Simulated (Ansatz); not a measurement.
The calculation used Ansatz, DFT PBE, scalar-relativistic, plane waves, PAW. Settings: cutoff 420 eV, Γ-centred meshes spaced at most about 0.3 Å⁻¹, and about 0.25 Å⁻¹ or finer for metals (2π included), Gaussian smearing. No spin polarisation in the final relaxations.

Temperature and zero-point effects are left out.

Two relaxed structures of Cd4Te:

A.

```cif
data_structure
_symmetry_space_group_name_H-M 'Im-3m'
_symmetry_Int_Tables_number 229
_cell_length_a 6.9561
_cell_length_b 6.9561
_cell_length_c 6.9561
_cell_angle_alpha 90.000
_cell_angle_beta 90.000
_cell_angle_gamma 90.000
_cell_volume 336.58
loop_
_atom_site_label
_atom_site_type_symbol
_atom_site_symmetry_multiplicity
_atom_site_Wyckoff_symbol
_atom_site_fract_x
_atom_site_fract_y
_atom_site_fract_z
_atom_site_occupancy
Cd1 Cd 8 c 0.25000 0.25000 0.75000 1
Te1 Te 2 a 0.00000 0.00000 0.00000 1
```

B.

```cif
data_structure
_symmetry_space_group_name_H-M 'Pm-3m'
_symmetry_Int_Tables_number 221
_cell_length_a 5.4368
_cell_length_b 5.4368
_cell_length_c 5.4368
_cell_angle_alpha 90.000
_cell_angle_beta 90.000
_cell_angle_gamma 90.000
_cell_volume 160.71
loop_
_atom_site_label
_atom_site_type_symbol
_atom_site_symmetry_multiplicity
_atom_site_Wyckoff_symbol
_atom_site_fract_x
_atom_site_fract_y
_atom_site_fract_z
_atom_site_occupancy
Cd1 Cd 1 b 0.50000 0.50000 0.50000 1
Cd2 Cd 3 c 0.00000 0.50000 0.50000 1
Te1 Te 1 a 0.00000 0.00000 0.00000 1
```

Question: Which would you expect to be lower, and how large is the difference?

Answer: B is lower, by 22 meV/atom. A has space group Im-3m (No. 229), 33.7 Å³/atom and no gap on its mesh; B has space group Pm-3m (No. 221), 32.1 Å³/atom and no gap. Counting Cd atoms around Te (those within 1.25 times the shortest such distance or 1.15 times the sum of covalent radii; a plus sign parts nearer from farther groups; the shortest distance is added where it is long for a bond), A has Te 8 and B has Te 12+8 from 3.8 Å. The denser one is the lower, and pressure would at first widen the difference. Even the lower one lies +0.28 eV/atom against the reference forms of the elements (uncorrected), so neither is stable at this level. In A, around Cd lie 2 Te at 3.01 Å and 6 Cd at 3.48 Å; Te is surrounded by 8 Cd at 3.01 Å. In B, Cd on a site of symmetry m-3m has 6 Cd at 2.72 Å; around Cd on a site of symmetry 4/mmm lie 2 Cd at 2.72 Å, 4 Te at 3.84 Å and 8 Cd at 3.84 Å; Te is surrounded by 12 Cd at 3.84 Å and 8 Cd at 4.71 Å. Both come from invented guesses. A third cell relaxed alike, in I4/m, lies 225 meV/atom below the lower of the two.

These runs have no spin–orbit coupling, which can matter for Te. Cells relaxed within their symmetry can be saddle points.

The small preference for B doesn't come from stronger Cd–Te bonding. Its shortest Cd–Te distance, 3.84 Å, is far too long for a normal bond, whereas the Cd–Cd contacts of 2.72 Å are short even compared with elemental cadmium. B is therefore better seen as a compressed cadmium framework with tellurium in oversized cages, and metallic Cd–Cd bonding probably offsets the lost Cd–Te interaction. A keeps closer Cd–Te contacts, but at 3.01 Å these are still stretched relative to those in tetrahedrally bonded CdTe.

The absence of a gap in both fits the composition: tellurium can accept only a small part of the cadmium valence electrons, and the rest stay in Cd s–p states. The much lower I4/m cell shows that neither cubic arrangement suits this stoichiometry, so their order says little about the preferred structure of Cd4Te. Since CdTe is itself stable against the elements, the relevant competitor is CdTe plus cadmium metal, and the driving force for decomposition is larger than the comparison with the elements suggests.
